**How far can I trust the term labels, gaps and moments along the iron ions?**

I have these results for iron from the neutral atom to Fe²³⁺, from a one-configuration relativistic CI with scaled Slater integrals.

Iron atom and ions, computed with radial Dirac CI 1: one-configuration Dirac-Coulomb-Breit CI with model QED, on exchange-only KLI orbitals optimised for each configuration. Valence Slater integrals are scaled by 0.9. The moment is g sqrt(J(J+1)) of the lowest level, and the mean radius is that of the open shell of highest l, averaged over j.

```tsv
species	Z	charge (e)	electrons	configuration	open shell	lowest level	term weight (%)	free ion moment (μB)	next level	next level energy (cm⁻¹)	mean radius (bohr)
Fe	26	0	26	[Ar] 3d6 4s2	3d	5D4	100	6.710	5D3	407.43	1.1223
Fe+	26	1	25	[Ar] 3d6 4s	3d	6D9/2	100	7.742	6D7/2	373.16	1.0975
Fe2+	26	2	24	[Ar] 3d6	3d	5D4	100	6.710	5D3	419.76	1.0631
Fe3+	26	3	23	[Ar] 3d5	3d	6S5/2	100	5.920	4G11/2	33056	0.97997
Fe4+	26	4	22	[Ar] 3d4	3d	5D0	100	n/a	5D1	137.69	0.91621
Fe5+	26	5	21	[Ar] 3d3	3d	4F3/2	100	0.7724	4F5/2	493.67	0.86465
Fe6+	26	6	20	[Ar] 3d2	3d	3F2	100	1.632	3F3	1016.3	0.82142
Fe7+	26	7	19	[Ar] 3d	3d	2D3/2	100	1.547	2D5/2	1790.5	0.78425
Fe9+	26	9	17	[Ne] 3s2 3p5	3p	2Po3/2	100	2.582	2Po1/2	15858	0.74542
Fe10+	26	10	16	[Ne] 3s2 3p4	3p	3P2	96	3.622	3P1	12789	0.73028
Fe11+	26	11	15	[Ne] 3s2 3p3	3p	4So3/2	97	3.840	2Do3/2	42795	0.71592
Fe12+	26	12	14	[Ne] 3s2 3p2	3p	3P0	97	n/a	3P1	9318.0	0.70227
Fe13+	26	13	13	[Ne] 3s2 3p	3p	2Po1/2	100	0.5756	2Po3/2	19158	0.68933
Fe15+	26	15	11	[Ne] 3s	3s	2S1/2	100	1.733	n/a	n/a	0.67303
Fe17+	26	17	9	1s2 2s2 2p5	2p	2Po3/2	100	2.577	2Po1/2	102460	0.22589
Fe18+	26	18	8	1s2 2s2 2p4	2p	3P2	89	3.538	3P0	77424	0.22174
Fe19+	26	19	7	1s2 2s2 2p3	2p	4So3/2	87	3.680	2Do3/2	130150	0.21778
Fe20+	26	20	6	1s2 2s2 2p2	2p	3P0	91	n/a	3P1	72936	0.21402
Fe21+	26	21	5	1s2 2s2 2p	2p	2Po1/2	100	0.5723	2Po3/2	120990	0.21046
Fe23+	26	23	3	1s2 2s	2s	2S1/2	100	1.729	n/a	n/a	0.23935
```

I read "lowest level" and "next level" as ${}^{2S+1}L_J$ (with "o" for odd parity) and tried to reproduce the gaps with the Landé interval rule and the moments with the Landé $g$. Some rows come out well and others badly, and the term weight doesn't warn me reliably. Where does the LS picture break, how do I see it in the numbers, and where should I doubt the calculation itself?

**Answer**

The LS picture you are applying to the table can fail, and that can be checked against the table row by row. The calculation's own simplification, one imposed configuration with the electron repulsion scaled by 0.9, can also fail, and about that the table tells less, since it holds no measured values.

The columns change meaning along the series. The open shell goes 3d, 3p, 3s, 2p, 2s, so mean radii compare only within a shell: the drop from 0.673 to 0.226 bohr at Fe¹⁷⁺ is $n=3\to2$, and the rise at Fe²³⁺ is 2p → 2s. A missing moment means $J=0$. The next level belongs to a different term in the half-filled shells (Fe³⁺, Fe¹¹⁺, Fe¹⁹⁺) and is fine structure elsewhere, except that Fe¹⁵⁺ and Fe²³⁺ have a single level and so no gap.

*The picture.* Two interactions compete in an open shell. Electron repulsion, measured by the Slater integrals $F^2$ (and $F^4$ for d shells), separates the terms and conserves $L$ and $S$. Spin-orbit coupling, $\zeta\sum_i \mathbf l_i\cdot\mathbf s_i$, conserves only $J$. LS coupling lets it act inside one term and ignores that it also joins different terms of equal $J$. Such levels repel each other and mix, while a level without a partner stays where it was. The term weight is the share of the labelled term in the lowest level.

How serious this is depends on $\zeta/F^2$. With the radial parameters of the same runs, it is about 0.005 in 3d, 0.083 in 3p and 0.17 in 2p on average. It moves little inside a shell and jumps when a new shell is opened. Hydrogenic scaling argues why: $\zeta \propto Z^4/[n^3\,l(l+\tfrac12)(l+1)]$ is set near the nucleus, which a p electron reaches and a d electron avoids, while $F^2\propto Z/n^2$ follows the size of the orbital. These formulas give the direction but not the size. At equal $Z$ they raise the ratio by a factor 5 from 3d to 3p and 1.5 from 3p to 2p, where the runs show about 17 and 2. The remainder is plausibly screening, since a p electron penetrates the core and feels a larger effective charge near the nucleus than a 3d electron does. Straight-line fits of $\ln F^2$ and $\ln\zeta$ against $\ln(1/\langle r\rangle)$, over seven 3d rows and only three rows in each p shell, give slopes of 1.0 to 1.15 for $F^2$ and 1.6 to 2.4 for $\zeta$. A fourth power is the hydrogenic result when the nuclear charge itself changes. Here the nucleus is fixed and only the screening changes, so weaker growth is plausible. The 3d slope also pools two different steps: removing the 4s electrons leaves $\zeta$ at 392 to 395 cm⁻¹, while removing 3d electrons raises it to 643 cm⁻¹ in Fe⁶⁺. So charge as such is a poor guide: Fe⁹⁺, Fe¹³⁺, Fe¹⁷⁺ and Fe²¹⁺ are pure because one electron or one hole has a single term and nothing to mix with.

*Why the weight doesn't warn you.* In first order the interval rule gives a gap $\tfrac{A}{2}\,\Delta[J(J+1)]$ with $|A|=\zeta/2S$. For p², ³P₀ lies at $-\zeta$ and ³P₁ at $-\zeta/2$, a gap of $\zeta/2$. The ¹S₀ term lies $\tfrac{15}{25}F^2$ above ³P, hence $D=\tfrac35F^2+\zeta$ above ³P₀, and couples to it with $V=\sqrt2\,\zeta$. ³P₁ is the only $J=1$ level and doesn't move. In second order

$$\text{lost weight}=\frac{2\zeta^2}{D^2},\qquad \frac{\text{shift of }{}^3P_0}{\zeta/2}=\frac{4\zeta}{D}.$$

The impurity is quadratic in the small ratio and the relative change of the gap is linear in it. A few per cent of a large term distance is added to a small fine-structure interval. Fe¹²⁺ shows it: the level is 97 % ³P, yet the interval rule falls 35 % short of the tabulated 9318 cm⁻¹.

Fe²⁰⁺ is the worst row, and it can be worked in full. The run gives $\zeta=77.2$ and $F^2=445.8$, in units of 1000 cm⁻¹. Then $\tfrac35\times0.9\times445.8=240.7$, $D=240.7+77.2\approx318$ and $V=109.2$. The two-level problem lowers ³P₀ by $\sqrt{159.0^2+109.2^2}-159.0=192.9-159.0=33.9$. The gap becomes $38.6+33.9=72.5$ against 72.9 in the table, 0.6 % low, where $\zeta/2=38.6$ alone is 47 % low. The ³P weight is $\tfrac12(1+159.0/192.9)=0.91$, as tabulated. Nothing was fitted to this row or any other.

The same intermediate-coupling model, scaled repulsion plus $\zeta\,\mathbf l\cdot\mathbf s$ diagonalised among all states of $l^n$, can be applied to every p and d row except Fe⁺, whose 4s spin brings in a 3d–4s exchange integral outside $l^n$. In the p rows it gives the gaps within 0.6 % of the table, apart from Fe¹⁸⁺ at 2.4 % low, and the weights within one point. The numbers therefore show that mixing between terms accounts for most of the LS failure. They show it for the calculation only, since $\zeta$, $F^k$ and 0.9 are its own ingredients.

*Other signs of the failure.* Level order is one. In p⁴ the interval rule puts ³P₁ at $\zeta$ and ³P₀ at $3\zeta/2$ above ³P₂. Fe¹⁰⁺ keeps that order and Fe¹⁸⁺ reverses it. ¹S₀ pushes ³P₀ down, while ³P₁ stays and only gains distance as ¹D₂ depresses the ground level; the model places them at 75 600 and 88 400 cm⁻¹. The jj limit says the same thing: $p_{1/2}^2p_{3/2}^2$ contains $J=2$ and 0 only, and $J=1$ costs a hole in $p_{1/2}$. By this argument a heavier ion with 2p⁴ has ³P₀ still further below ³P₁ and a lower weight, and 3p⁴ crosses over at higher $Z$.

The half-filled p³ rows are another. First-order spin-orbit vanishes there, but ²P₃/₂ pushes down both ⁴S₃/₂ and ²D₃/₂, the latter more because it is nearer and more strongly coupled. The pure term distance is therefore too large, by 6 % in Fe¹¹⁺ and 9 % in Fe¹⁹⁺. Doubling $\zeta/F^2$ should about quadruple the impurity, and the lost weight goes from 3 % to 13 %.

The moment $g\sqrt{J(J+1)}$ is the third, and the mildest, because it is linear in the weights. Fe¹⁹⁺ admixes ²P₃/₂ ($g\approx4/3$) and ²D₃/₂ ($g\approx4/5$) into a state with $g=2.002$, and the table implies $g=1.900$. Landé overestimates the moment by 5.4 % there, 3.9 % in Fe¹⁸⁺, 1.5 % in Fe¹⁰⁺ and 1.0 % in Fe¹¹⁺. The two rows with the largest shortfall in the gap, Fe¹²⁺ and Fe²⁰⁺, have $J=0$ and offer no moment to check. The small moment of Fe⁵⁺, 0.7724 μB with three parallel spins, is no failure: $J=L-S$ gives $g\approx0.4$, and Landé matches it to better than 0.1 %.

*A smaller effect that adds to this.* All one-electron and one-hole rows have 100 % weight and still lie below Landé, by 0.77 % in Fe²¹⁺. A fast electron is heavier and carries a smaller magnetic moment. For a Dirac electron in a Coulomb field,

$$\Delta g=-\frac{(j+\tfrac12)^2}{j(j+1)}\,\frac{(Z_{\rm eff}\alpha)^2}{2n^2},\qquad Z_{\rm eff}=\frac{3n^2-l(l+1)}{2\langle r\rangle},$$

with $\alpha$ the fine-structure constant and $\langle r\rangle$ the mean radius in bohr. For Fe²³⁺, $Z_{\rm eff}=6/0.23935=25.1$ and $\Delta g=-(25.1\,\alpha)^2/6=-0.0056$; the unrounded $g=1.9969$ of the run, against the Landé value 2.0023, gives $-0.0054$. In all seven such rows the corrected moment agrees within the last printed digit. After mixing is included, the model moments of the many-electron rows all remain slightly high, 0.2 to 0.3 % in 2p and under 0.1 % in 3p and 3d, which has the sign and size of this shift. For Fe⁵⁺ and Fe⁶⁺ mixing alone turns a small underestimate into a slightly larger overestimate, so Landé's closeness there looks like a cancellation.

*What the simple model leaves unexplained.* In 3d², 3d³, 3d⁴ and 3d⁶ the interval rule is low by 3 to 7 % at a printed weight of 100 %, at least partly by the same mechanism as in Fe¹²⁺. Mixing repairs Fe⁶⁺ and most of Fe, overshoots Fe⁴⁺ and Fe⁵⁺ by 2.5 %, and leaves Fe²⁺ 3.1 % low, the largest misfit of the model. Fe and Fe²⁺ share 3d⁶ ⁵D and have $\zeta$ of 392 and 395 cm⁻¹, under 1 % apart, while their gaps of 407 and 420 cm⁻¹ differ by 3 %. In Fe³⁺ the model gets the gap to 0.2 % but puts $J=5/2$ lowest in ⁴G, where the table has 11/2; first-order spin-orbit vanishes in d⁵, so small terms decide the order. My guess is that the Breit interaction between the open-shell electrons and the different radial functions of the two $j$ subshells, both lost in a single averaged $\zeta$, are responsible for these misfits and for Fe¹⁸⁺. The measured ⁵D intervals of Fe and Fe²⁺, as I recall them, differ in the same direction, so that difference is probably real and it is the averaged $\zeta$ that misses it. The numbers don't separate these causes.

*Where the calculation itself is doubtful.* One configuration leaves out correlation beyond exchange. Electrons of opposite spin then approach each other too freely, low-spin terms lie too high, and term splittings come out too wide. For ions of low charge, here Fe to Fe⁴⁺, the excess without scaling is put at 10 to 25 %. That figure comes from the data makers' tests of the method on other systems, and these runs give no error estimate of their own. The factor 0.9 imitates the missing configurations, and it removes only the low end of that range.

How much of each gap the factor decides can be seen by setting it to 1.0 in the model. The three term gaps widen by 10.5 to 12 %. The 3d fine structure moves by 1 % or less, so among the rows from Fe to Fe⁴⁺ that the model covers (all but Fe⁺) only the gap of Fe³⁺ is really exposed to the factor. That does not make the 3d intervals accurate: measured values, as I recall them, lie a few per cent above the table throughout, an error that a small change of the factor would not remove. The one-electron doublets don't move. Mixing carries the factor into the fine structure of the p ions, though: Fe¹⁸⁺ changes by +4.5 %, Fe²⁰⁺ by −3.0 % and Fe¹²⁺ by −2.8 %. The five printed figures of those gaps claim far more than an empirical factor supports.

Theory argues that one factor cannot suit all rows. In an expansion in $1/Z$ the Slater integrals grow with the effective charge, whereas the correlation from excitations to higher shells tends to a constant. $F^2$ is about 97 000 cm⁻¹ in Fe³⁺ and 437 000 cm⁻¹ in Fe¹⁹⁺, so the needed reduction should shrink toward the 2p ions. Rough recalled measured gaps, good to two figures, point that way for the three term gaps. Against about $3.2\times10^4$ (Fe³⁺) and $4.2\times10^4$ cm⁻¹ (Fe¹¹⁺) the table is 3 % and 2 % high, and the unscaled model 15 % and 14 % high. Against about $1.4\times10^5$ cm⁻¹ (Fe¹⁹⁺) the table is 7 % low and the unscaled model 2 % high. Two figures leave about 4 % of slack in the last value, so this suggests overcorrection in Fe¹⁹⁺ and fixes no better factor. It is also a single 2p row. The recalled gaps of Fe¹⁸⁺ and Fe²⁰⁺ lie below and above the table respectively, so a factor of 1.0 would move both further off. A plausible reason is that their ¹S₀ is lowered by the 2s² → 2p² mixing described next, whereas ⁴S and ²D of Fe¹⁹⁺ have no partner in 2p⁵.

A second kind of correlation doesn't fade with charge. Configurations with the same principal quantum numbers, such as 2s²2p² and 2p⁴, or 3s²3pⁿ and those with 3d electrons, are degenerate in the hydrogenic limit, and both their coupling and their separation grow in proportion to $Z$. The empty 3d shell may be why Fe¹¹⁺ still seems to need the full reduction at charge 11, which is a guess. The mixing acts term by term, so a uniform factor can't copy it, and it leaves no mark in the table: the term weight counts mixing inside the imposed configuration only. Fe²¹⁺ reads 100 % although 2s²2p can mix with 2p³, and its gap is out of reach of the factor. A weight of 100 % says that LS labels are good within the calculation and says nothing about the adequacy of one configuration.

The exchange-only orbitals enter every $\zeta$, $F^k$ and radius, and no comparison above tests them separately. The neglected overlap between orbital sets should matter little here, since each gap lies within one configuration. For the same reason the gaps escape another error known from tests on other systems, whole configurations misplaced by up to about 7 % of their energy, which is a caution for Fe⁴⁺ to Fe⁷⁺. But the table can't confirm that the configuration imposed on an ion is its lowest. The moments belong to the lowest level of a free ion at zero temperature. Fe⁴⁺ has ⁵D₁ only 138 cm⁻¹ up, below the roughly 200 cm⁻¹ of room-temperature thermal energy, so its blank entry does not describe a non-magnetic ion, and the first excited levels of Fe, Fe⁺, Fe²⁺ and Fe⁵⁺, at 370 to 500 cm⁻¹, are partly populated as well.
